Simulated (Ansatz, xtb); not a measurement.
**C3H12BNSi: which of two isomers lies lower**

We compare I, `CC[C@H]([SiH3])BN`, a singlet, with II, `CBN([SiH3])CC`, a singlet. Both are isolated molecules in the gas phase, relaxed with B3LYP/def2-SVP, each in the lowest conformer that the search found.

I (Å):

```yaml
atoms:
  - { symbol: C, position_ang: [1.1815, 2.1344, -0.3109] }
  - { symbol: C, position_ang: [1.3071, 0.8068, 0.4425] }
  - { symbol: C, position_ang: [0.0289, -0.0624, 0.4808] }
  - { symbol: B, position_ang: [0.2269, -1.5464, 0.9914] }
  - { symbol: N, position_ang: [1.3908, -1.9769, 1.6327] }
  - { symbol: Si, position_ang: [-1.4065, 0.6912, 1.4842] }
  - { symbol: H, position_ang: [0.8643, 1.9691, -1.3544] }
  - { symbol: H, position_ang: [2.1445, 2.6697, -0.3378] }
  - { symbol: H, position_ang: [0.4426, 2.8068, 0.1533] }
  - { symbol: H, position_ang: [1.6463, 1.0112, 1.4757] }
  - { symbol: H, position_ang: [2.1214, 0.2209, -0.0233] }
  - { symbol: H, position_ang: [-0.3959, -0.1468, -0.5409] }
  - { symbol: H, position_ang: [-2.5962, -0.2092, 1.4480] }
  - { symbol: H, position_ang: [-0.9993, 0.8814, 2.9113] }
  - { symbol: H, position_ang: [-1.8321, 2.0238, 0.9572] }
  - { symbol: H, position_ang: [-0.6556, -2.3641, 0.8448] }
  - { symbol: H, position_ang: [2.1918, -1.3810, 1.8102] }
  - { symbol: H, position_ang: [1.5123, -2.9244, 1.9693] }
```

II (Å):

```yaml
atoms:
  - { symbol: C, position_ang: [1.9647, 1.4431, -1.9891] }
  - { symbol: C, position_ang: [-0.8009, -1.2927, -1.0772] }
  - { symbol: C, position_ang: [-0.2721, -2.4878, -0.2860] }
  - { symbol: B, position_ang: [0.9645, 0.2209, -2.0131] }
  - { symbol: N, position_ang: [0.0589, -0.0966, -0.9755] }
  - { symbol: Si, position_ang: [-0.0584, 0.8995, 0.4935] }
  - { symbol: H, position_ang: [2.9961, 1.0717, -2.1309] }
  - { symbol: H, position_ang: [1.7680, 2.0967, -2.8586] }
  - { symbol: H, position_ang: [1.9599, 2.0767, -1.0876] }
  - { symbol: H, position_ang: [0.9634, -0.5033, -2.9891] }
  - { symbol: H, position_ang: [-1.1708, 0.3405, 1.3134] }
  - { symbol: H, position_ang: [1.1953, 0.8681, 1.3001] }
  - { symbol: H, position_ang: [-0.3704, 2.3182, 0.1621] }
  - { symbol: H, position_ang: [-0.8818, -1.5609, -2.1416] }
  - { symbol: H, position_ang: [-1.8218, -1.0470, -0.7355] }
  - { symbol: H, position_ang: [-0.9437, -3.3549, -0.3957] }
  - { symbol: H, position_ang: [0.7287, -2.7801, -0.6424] }
  - { symbol: H, position_ang: [-0.1943, -2.2602, 0.7903] }
```

Quicker runs give these differences E(II) − E(I): GFN2-xTB −0.984 eV; HF/STO-3G −0.538 eV (at GFN2-xTB geometries); r2SCAN-D4/def2-SVP −0.089 eV (at GFN2-xTB geometries).

Problem. Estimate E(II) − E(I) at the level CCSD(T)/def2-SVP + ΔMP2/def2-TZVPP.

Solution. Calculated at CCSD(T)/def2-SVP + ΔMP2/def2-TZVPP: E(II) − E(I) = −0.175 eV, so structure II lies lower.

The same difference at several levels:

```csv
level,geometry,E(II) − E(I) (eV),departure from the last row (eV),"job, with rough time for the two"
GFN2-xTB,GFN2-xTB,−0.984,−0.809,"optimisation, 0.61 s"
HF/STO-3G,GFN2-xTB,−0.538,−0.363,"single point, 0.38 s"
r2SCAN-D4/def2-SVP,GFN2-xTB,−0.089,+0.086,"single point, 4.1 s"
B3LYP/def2-SVP,B3LYP/def2-SVP,−0.185,−0.010,"optimisation, 81 s"
HF/def2-SVP,B3LYP/def2-SVP,−0.260,−0.085,part of the CCSD(T) run
MP2/def2-SVP,B3LYP/def2-SVP,−0.149,+0.026,part of the CCSD(T) run
CCSD(T)/def2-SVP,B3LYP/def2-SVP,−0.164,+0.011,single point
CCSD(T)/def2-SVP + ΔMP2/def2-TZVPP,B3LYP/def2-SVP,−0.175,,"single point, 78 s"
```

As drawn, II has 1 N–Si, 1 C–N, 2 C–H in place of 1 C–C, 1 C–Si, 2 N–H.

None of the levels shown reverses the order. The largest departure from CCSD(T)/def2-SVP + ΔMP2/def2-TZVPP is that of GFN2-xTB, 0.809 eV. The last row adds to CCSD(T) the change of the MP2 difference between the two basis sets, here −0.011 eV.

With thermal terms from frequencies at re-optimised GFN2-xTB minima (ideal gas, soft modes damped towards free rotors, one conformer each, 298.15 K, 1 atm): the zero-point term adds −0.024 eV; ΔH is −0.193 and ΔG −0.206 eV.

The correlated steps freeze 10 core orbitals. Mirror images aren't counted in ΔG. Programs: Ansatz 0.2.0, xtb 6.7.1; the last row on 4 threads of Arm Neoverse V1 on a shared host.

Isomer II, the N-silylated aminoborane, is modestly favoured, and the thermal terms reinforce that preference slightly. The main cause is probably the exchange of a C–Si bond for a stronger, more polar N–Si bond, since silicon is much more electropositive than nitrogen. The other bond changes partly offset one another, so the net gap is small. The B–N π interaction doesn't decide the order: both structures have a short B–N bond and a planar nitrogen, with the lone pair donated into the empty boron p orbital.

Electron correlation trims the advantage of II, as the step from HF to CCSD(T) in the same basis shows. The zero-point term favours II, as expected when stiff N–H stretches give way to softer C–H ones. GFN2-xTB gets the sign right but not the size, probably because its parametrised energies misjudge the balance among these polar bonds.

The order holds for isolated monomers only; aminoboranes can associate through B–N bridges, and the less hindered NH₂ group of I would probably favour this.
